B functions: Fourier transform, convolution theorem and the 2pσ overlap in N₂

1. Conventions and premises

I work in atomic units (lengths in bohr, exponents in bohr⁻¹). Y_l^m are unit-normalised spherical harmonics with the Condon-Shortley phase, so Y_l^m* = (−1)^m Y_l^(−m). The regular solid harmonic 𝒴_l^m(r) = r^l Y_l^m(θ,φ) is a homogeneous harmonic polynomial of degree l in x, y, z. Being a polynomial it accepts complex vectors, and 𝒴_l^m(−ip) = (−i)^l p^l Y_l^m(direction of p). The Fourier transform is the symmetric one,

f̄(p) = (2π)^(−3/2) ∫ exp(−ip·r) f(r) d³r.

The reduced Bessel function is k̂_ν(z) = (2/π)^(1/2) z^ν K_ν(z), and the B function (Filter and Steinborn, 1978) is

B_{n,l}^m(α,r) = [2^(n+l) (n+l)!]^(−1) k̂_{n−1/2}(αr) 𝒴_l^m(αr).   (1)

It is dimensionless and not normalised. I take n ≥ 1, l ≥ 0 integers and α > 0.

I accept five standard facts without proof.

(P1) K_ν(z) = ½ (z/2)^(−ν) ∫₀^∞ t^(ν−1) exp(−t − z²/4t) dt for z > 0, and K_{±1/2}(z) = (π/2z)^(1/2) e^(−z).
(P2) The transform of exp(−r²/4s) is (2s)^(3/2) exp(−sp²).
(P3) For integrable f and g the convolution (f∗g)(R) = ∫ f(r) g(R−r) d³r has the transform (2π)^(3/2) f̄ ḡ, and two continuous integrable functions with the same transform are equal.
(P4) The harmonic polynomials of degree l carry an irreducible representation of the rotation group.
(P5) The Gaunt coefficient ⟨l₃m₃|l₂m₂|l₁m₁⟩ = ∫ Y_{l₃}^{m₃}* Y_{l₂}^{m₂} Y_{l₁}^{m₁} dΩ is real and vanishes unless m₃ = m₁ + m₂, the three l satisfy the triangle condition, and l₁ + l₂ + l₃ is even.

2. Two ladders for k̂

P1 gives k̂_ν(z) = (2/π)^(1/2) 2^(ν−1) ∫ t^(ν−1) exp(−t − z²/4t) dt. I put z = αr and t = α²s:

α^(−2ν) k̂_ν(αr) = (2/π)^(1/2) 2^(ν−1) ∫₀^∞ s^(ν−1) exp(−α²s − r²/4s) ds.   (2)

So k̂ is a positive superposition of Gaussians, in which α and r sit in separate terms of the exponent. For r > 0 the integrand and its derivatives vanish exponentially at both ends, and I may differentiate under the integral.

The operator −(1/r)∂/∂r brings down 1/(2s), which turns 2^(ν−1) s^(ν−1) into 2^(ν−2) s^(ν−2), the integrand for ν−1. Multiplying by α^(2ν):

(1/r)(∂/∂r) k̂_ν(αr) = −α² k̂_{ν−1}(αr).   (3)

With u = α²/2 the operator −∂/∂u = −(1/α)∂/∂α brings down 2s and raises ν by one. Define g_q = α^(1−2q) k̂_{q−1/2}(αr). P1 gives k̂_{−1/2}(z) = e^(−z)/z, so g₀ = e^(−αr)/r, and

g_q = (−∂/∂u)^q g₀.   (4)

Writing out one raising step, −(1/α)∂/∂α [α^(−2ν) k̂_ν] = α^(−2ν−2)[2ν k̂_ν − z k̂_ν′(z)], and (3) says z k̂_ν′ = −z² k̂_{ν−1}. Hence

k̂_{ν+1} = 2ν k̂_ν + z² k̂_{ν−1}.   (5)

Starting from k̂_{−1/2} = e^(−z)/z and k̂_{1/2} = e^(−z):

k̂_{3/2} = (1 + z) e^(−z)
k̂_{5/2} = (3 + 3z + z²) e^(−z)
k̂_{7/2} = (15 + 15z + 6z² + z³) e^(−z)
k̂_{9/2} = (105 + 105z + 45z² + 10z³ + z⁴) e^(−z).

By induction k̂_{n−1/2} is e^(−z) times a polynomial of degree n−1 with positive coefficients. The recurrence adds only positive terms, so running it upward loses no figures. B functions with n ≥ 1 are continuous, integrable and decay exponentially.

3. Transform of the scalar function

I transform (2) with P2. The double integral converges absolutely for ν > −3/2, so the order may be exchanged:

FT[α^(−2ν) k̂_ν(αr)] = (2/π)^(1/2) 2^(ν+1/2) ∫₀^∞ s^(ν+1/2) exp(−(α²+p²)s) ds = (2/π)^(1/2) 2^(ν+1/2) Γ(ν+3/2) / (α²+p²)^(ν+3/2).

For ν = N − 1/2:

FT[k̂_{N−1/2}(αr)] = (2/π)^(1/2) 2^N N! α^(2N−1) / (α²+p²)^(N+1).   (6)

The factor 2^N N! explains the prefactor chosen in (1). For N = 1 the formula gives 2(2/π)^(1/2) α/(α²+p²)², the familiar transform of e^(−αr).

4. The angular factor

Let 𝒴_l^m(∇) be the solid harmonic with x, y, z replaced by ∂/∂x, ∂/∂y, ∂/∂z. I need its action on a radial function (a special case of Hobson's theorem):

𝒴_l^m(∇) f(r) = 𝒴_l^m(r) D^l f,   D = (1/r) d/dr.   (7)

Proof. Take a complex vector a with a·a = 0. Then (a·∇) f(r) = (a·r) Df and (a·∇)(a·r) = a·a = 0, so the factor a·r passes unchanged through further derivatives and (a·∇)^l f = (a·r)^l D^l f. The polynomial (a·r)^l is harmonic, since its Laplacian is l(l−1)(a·a)(a·r)^(l−2) = 0. Rotations map null vectors onto null vectors, so these polynomials span a non-zero invariant subspace of the harmonic polynomials of degree l, which by P4 is the whole space. Both sides of (7) are linear in the polynomial, and (7) follows.

Apply (7) to f = k̂_{n+l−1/2}(αr) and use (3) l times:

𝒴_l^m(∇) k̂_{n+l−1/2}(αr) = (−α²)^l 𝒴_l^m(r) k̂_{n−1/2}(αr) = (−α)^l 𝒴_l^m(αr) k̂_{n−1/2}(αr).   (8)

This holds for r > 0, and I have to make sure that nothing is concentrated at the origin. By (6) with N = n + l, p^l f̄ falls as p^(−2n−l−2), which is integrable over p space when 2n + l > 1. That is true for n ≥ 1, so f has continuous derivatives up to order l everywhere, l integrations by parts leave no boundary term, and ∇ becomes ip. Transforming (8),

FT[𝒴_l^m(αr) k̂_{n−1/2}(αr)] = (−α)^(−l) 𝒴_l^m(ip) (2/π)^(1/2) 2^(n+l) (n+l)! α^(2n+2l−1) / (α²+p²)^(n+l+1).

Homogeneity gives (−1)^l 𝒴_l^m(ip) = 𝒴_l^m(−ip). Dividing by 2^(n+l)(n+l)!,

B̄_{n,l}^m(α,p) = (2/π)^(1/2) α^(2n+l−1) 𝒴_l^m(−ip) / (α²+p²)^(n+l+1).   (9)

This is the form given by Weniger and Steinborn (1983). With exp(+ip·r) in the forward transform the argument would be +ip. The point of (9) is that it is a single term: one solid harmonic over one power of α² + p².

5. Convolution theorem

By P3 and (9), the convolution of B₁ = B_{n₁,l₁}^{m₁} and B₂ = B_{n₂,l₂}^{m₂} with a common α has the transform

(2π)^(3/2) (2/π) α^(2n₁+2n₂+l₁+l₂−2) 𝒴_{l₁}^{m₁}(q) 𝒴_{l₂}^{m₂}(q) / (α²+p²)^(n₁+n₂+l₁+l₂+2),   q = −ip.

Step (a), coupling. For real q, expanding Y_{l₁}^{m₁} Y_{l₂}^{m₂} in spherical harmonics and multiplying by |q|^(l₁+l₂) gives

𝒴_{l₁}^{m₁}(q) 𝒴_{l₂}^{m₂}(q) = Σ_l ⟨l, m₁+m₂|l₁m₁|l₂m₂⟩ (q·q)^Δ 𝒴_l^{m₁+m₂}(q),   Δ = (l₁+l₂−l)/2.

By P5 the sum is finite and Δ is a non-negative integer. Both sides are then polynomials in the components of q, and the identity extends to q = −ip, where q·q = −p².

Step (b), removing the powers of p². Write −p² = α² − (α²+p²):

(−p²)^Δ = Σ_{t=0}^{Δ} (−1)^t C(Δ,t) α^(2Δ−2t) (α²+p²)^t,

with C the binomial coefficient.

Step (c), matching with (9). The term (l,t) has the denominator power n₁+n₂+l₁+l₂+2−t. Setting it equal to N+l+1 fixes

N = n₁ + n₂ + l₁ + l₂ − l − t + 1.

Since t ≤ Δ, N ≥ n₁+n₂+Δ+1 ≥ 3, inside the range where (9) is proved. The power of α in the term is 2n₁+2n₂+2l₁+2l₂−l−2t−2, and (9) needs 2N+l−1 = 2n₁+2n₂+2l₁+2l₂−l−2t+1, so α^(−3) is left over, as the dimension of a volume requires. The constant left over is (2π)^(3/2)(2/π)^(1/2) = 4π. By the uniqueness in P3,

(B₁∗B₂)(R) = (4π/α³) Σ_l ⟨l, m₁+m₂|l₁m₁|l₂m₂⟩ Σ_{t=0}^{Δ} (−1)^t C(Δ,t) B_{N,l}^{m₁+m₂}(α,R).   (10)

For l₁ = l₂ = 0 only l = t = 0 survives, the Gaunt coefficient is (4π)^(−1/2), and the convolution is the single function (4π)^(1/2) α^(−3) B_{n₁+n₂+1,0}^0.

6. Two-centre overlap

Put centre A at the origin and centre B at R, with parallel local axes, and define

S(R) = ∫ [B_{n₁,l₁}^{m₁}(α,r)]* B_{n₂,l₂}^{m₂}(α,r−R) d³r.

The radial factors are real, so B₁* = (−1)^{m₁} B_{n₁,l₁}^{−m₁}. Parity gives B₂(r−R) = (−1)^{l₂} B₂(R−r). The integral is therefore (−1)^{l₂+m₁} times the convolution (10) with m₁ → −m₁. The angular coefficient is (−1)^{m₁} ⟨l, m₂−m₁|l₁,−m₁|l₂m₂⟩ = ∫ Y_l^{m₂−m₁}* Y_{l₁}^{m₁}* Y_{l₂}^{m₂} dΩ. It is real and equals its complex conjugate, ⟨l₂m₂|l₁m₁|l, m₂−m₁⟩. So

S(R) = (−1)^{l₂} (4π/α³) Σ_l ⟨l₂m₂|l₁m₁|l, m₂−m₁⟩ Σ_{t=0}^{Δ} (−1)^t C(Δ,t) B_{N,l}^{m₂−m₁}(α,R),   (11)

with Δ and N as above. R may point in any direction, so no rotation to a bond frame is needed. The sign (−1)^{l₂} is easy to test: an s function at the origin meets the negative lobe of a p_z function centred on the positive z axis, and (11) is negative there.

7. Slater orbitals as finite sums

A Slater function with integer n ≥ l+1 is (αr)^(n−1) e^(−αr) Y_l^m = z^(σ−1) e^(−z) 𝒴_l^m(αr), with z = αr and σ = n − l ≥ 1. I need z^(σ−1) e^(−z) in terms of k̂. Note that r^(σ−1) e^(−αr) = (−∂/∂α)^σ g₀, and expand g₀ at the shifted exponent α − h in two ways. In α,

g₀(α−h) = Σ_σ (h^σ/σ!) r^(σ−1) e^(−αr).

In u, the shift is (α−h)²/2 = u − (αh − h²/2), and (4) gives

g₀(α−h) = Σ_q [(αh − h²/2)^q / q!] g_q.

Both series converge for small h at fixed r > 0 (g₀ is analytic in u for Re u > 0), so the coefficients of h^σ agree. In (αh − h²/2)^q the power h^σ takes σ−q factors −h²/2 and 2q−σ factors αh, with weight q!/[(σ−q)!(2q−σ)!]. The powers of α combine as α^(2q−σ) α^(1−2q) = α^(1−σ), and multiplying by α^(σ−1) gives

z^(σ−1) e^(−z) = Σ_q (−1)^(σ−q) σ! / [(2q−σ)! (σ−q)! 2^(σ−q)] k̂_{q−1/2}(z),   σ/2 ≤ q ≤ σ.   (12)

With (1),

(αr)^(n−1) e^(−αr) Y_l^m = Σ_q (−1)^(σ−q) σ! 2^(q+l) (q+l)! / [(2q−σ)! (σ−q)! 2^(σ−q)] B_{q,l}^m(α,r).   (13)

All q are at least 1. For 1s, 2p, 3d (σ = 1) there is one term; 2s gives 8 B_{2,0} − 2 B_{1,0}, 2p gives 8 B_{1,1}, and 3p gives 48 B_{2,1} − 8 B_{1,1}. Together (11) and (13) show that every equal-exponent overlap of such orbitals is e^(−αR) times a polynomial in the components and length of αR.

8. The 2p-2p overlap in closed form

The normalised orbital is χ_m = 𝒩 r e^(−ζr) Y_1^m. From ∫ r⁴ e^(−2ζr) dr = 24/(2ζ)⁵, 𝒩² = 4ζ⁵/3. By (13), χ_m = (8𝒩/ζ) B_{1,1}^m, and (8𝒩/ζ)² = 256ζ³/3. In (11), n₁ = n₂ = l₁ = l₂ = 1 and N = 5 − l − t. For m₁ = m₂ = m the channels are l = 0 (Δ = 1) and l = 2 (Δ = 0):

S_m = −(1024π/3) { G₀ [B_{5,0}^0 − B_{4,0}^0] + G₂(m) B_{3,2}^0 },   G_l = ⟨1m|1m|l0⟩.   (14)

From |Y_1^0|² = (1 + 2P₂)/4π and |Y_1^{±1}|² = (1 − P₂)/4π, with Y_2^0 = (5/4π)^(1/2) P₂ and ∫P₂² dΩ = 4π/5, I get G₀ = (4π)^(−1/2), G₂(0) = (5π)^(−1/2) and G₂(±1) = −(20π)^(−1/2). With R along +z, G₀Y_0^0 = 1/4π, G₂(0)Y_2^0 = 2/4π and G₂(±1)Y_2^0 = −1/4π. The prefactors in (1) are 2⁵·5! = 3840 for B_{5,0} and B_{3,2}, and 2⁴·4! = 384 for B_{4,0}. Since 256/(3·3840) = 1/45, with ρ = ζR,

S₀ = [10 k̂_{7/2}(ρ) − k̂_{9/2}(ρ)]/45,   S₂ = ρ² k̂_{5/2}(ρ)/45,
S_σ = S₀ − 2S₂,   S_π = S₀ + S₂.   (15)

Inserting the polynomials, 45 e^ρ S₀ = 45 + 45ρ + 15ρ² − ρ⁴ and 45 e^ρ S₂ = 3ρ² + 3ρ³ + ρ⁴, so

S_σ = e^(−ρ) (1 + ρ + ρ²/5 − 2ρ³/15 − ρ⁴/15),
S_π = e^(−ρ) (1 + ρ + 2ρ²/5 + ρ³/15).   (16)

Both tend to 1 as ρ → 0, which confirms the normalisation chain.

As an independent test I redo S_σ in prolate spheroidal coordinates, r_A = (R/2)(ξ+η), r_B = (R/2)(ξ−η), z_A = (R/2)(ξη+1), z_B = (R/2)(ξη−1), d³r = (R/2)³(ξ²−η²) dξ dη dφ. The constant is 𝒩²(3/4π)(2π)(R/2)⁵ = ρ⁵/16, the exponential is e^(−ρξ), and the η integral of (ξ²η²−1)(ξ²−η²) over (−1,1) is (2/3)(ξ⁴+1) − (12/5)ξ². With ∫₁^∞ ξ^k e^(−ρξ) dξ = e^(−ρ) Σ_j k!/[(k−j)! ρ^(j+1)], the coefficients of ρ⁴ down to ρ⁰ are (4/3 − 12/5)/16 = −1/15, (8/3 − 24/5)/16 = −2/15, (8 − 24/5)/16 = 1/5, 16/16 and 16/16, as in (16).

9. Range of validity

Equations (9) to (11) are exact identities for integer n ≥ 1, l ≥ 0, real α > 0 and every R, including R = 0. Four limits matter.

First, (13) needs an integer principal index. An effective value such as the 3.7 of Slater's rules has no finite expansion, because every finite sum of these k̂ is e^(−z) times a polynomial.

Second, step (c) needs one common denominator. For exponents α ≠ β, I write β²+p² = (α²+p²) − (α²−β²) and expand binomially in (9):

B_{n,l}^m(β,r) = (β/α)^(2n+l−1) Σ_{k≥0} [(n+l+k)!/((n+l)! k!)] (1 − β²/α²)^k B_{n+k,l}^m(α,r).

The expansion variable (α²−β²)/(α²+p²) is largest in magnitude at p = 0, so the series converges for all p when |1 − β²/α²| < 1, which is always met if α is the larger exponent. The overlap becomes an infinite sum of terms (11), slow when β ≪ α. A partial-fraction split of the two denominators is finite instead, but its coefficients carry inverse powers of α² − β² and cancel badly as β → α.

Third, (10) covers a product of two such transforms. Integrals in which a further centre appears, or in which a two-centre product χ_A χ_B must itself be transformed, are not reduced to finite sums by it.

Fourth, the sums over t and q alternate in sign, so figures are lost in floating-point work, more so as Δ and σ grow.

10. Numbers for N₂

The model is one Slater 2p function per atom. Slater's rules give Z_eff = 7 − 4(0.35) − 2(0.85) = 3.90 and ζ = 1.95 bohr⁻¹. For the bond length I take the typical value of about 1.098 Å, or R = 2.075 bohr. Treating both inputs as exact, ρ = 4.04625 and e^(−ρ) = 0.0174878. I carry extra figures only to show the arithmetic.

k̂_{5/2} = 0.55106, k̂_{7/2} = 4.20009, k̂_{9/2} = 38.42264
B_{5,0}^0 = 2.8226×10⁻³, B_{4,0}^0 = 3.0855×10⁻³, B_{3,2}^0 = 1.4820×10⁻³
G₀ = 0.28209, G₂(0) = 0.25231, 1024π/3 = 1072.33

The l = 0 channel is S₀ = 3.57830/45 = 0.07952. Here 10 k̂_{7/2} is 11.7 times the difference, so about one figure is lost to the alternation in t. The l = 2 channel is S₂ = 9.02198/45 = 0.20049. Then

S_σ = −0.3215,   S_π = 0.2800.

The minus sign belongs to parallel axes: the positive lobe on A faces the negative lobe on B. With the two lobes pointing at each other the value is +0.3215. Inversion through the midpoint sends χ_A to −χ_B, so the σ_g combination is χ_A − χ_B, with normalisation [2(1 − S_σ)]^(−1/2) = 0.615, and the σ_u combination χ_A + χ_B has [2(1 + S_σ)]^(−1/2) = 0.858.

The shape of S_σ(ρ) tells how far to trust the number. It starts at +1, where the isotropic channel is everything, and crosses zero where S₀ = 2S₂, at ρ = 2.513 (R = 1.289 bohr for this ζ). Its derivative is

dS_σ/dρ = e^(−ρ) ρ (ρ³ − 2ρ² − 9ρ − 9)/15,

which vanishes at ρ = 4.466 (R = 2.290 bohr), where S_σ = −0.3326. The N₂ point lies a little inside this extremum, with slope −0.0562, so that a change of 1 per cent in ζ or R changes |S_σ| by 0.71 per cent. The uncertainty in R is thus harmless, and two figures, 0.32, are what the choice of ζ supports. Larger changes of the radial shape are another matter, because the curve is steep towards the node: ζ = 1.5 bohr⁻¹ gives ρ = 3.1125 and S_σ = −0.188.

An overlap integral is a property of the chosen orbitals and is not an observable, so |S_σ| = 0.32 is the model's number. The Hartree-Fock 2p orbital of the nitrogen atom has both a more compact inner part and a more diffuse tail than a single exponential, and with such orbitals the 2pσ overlap at this distance is typically about 0.23 in magnitude. The single-exponent model is therefore too large by roughly 40 per cent. Describing that orbital takes at least two exponents, and its cross terms need the unequal-exponent series of section 9.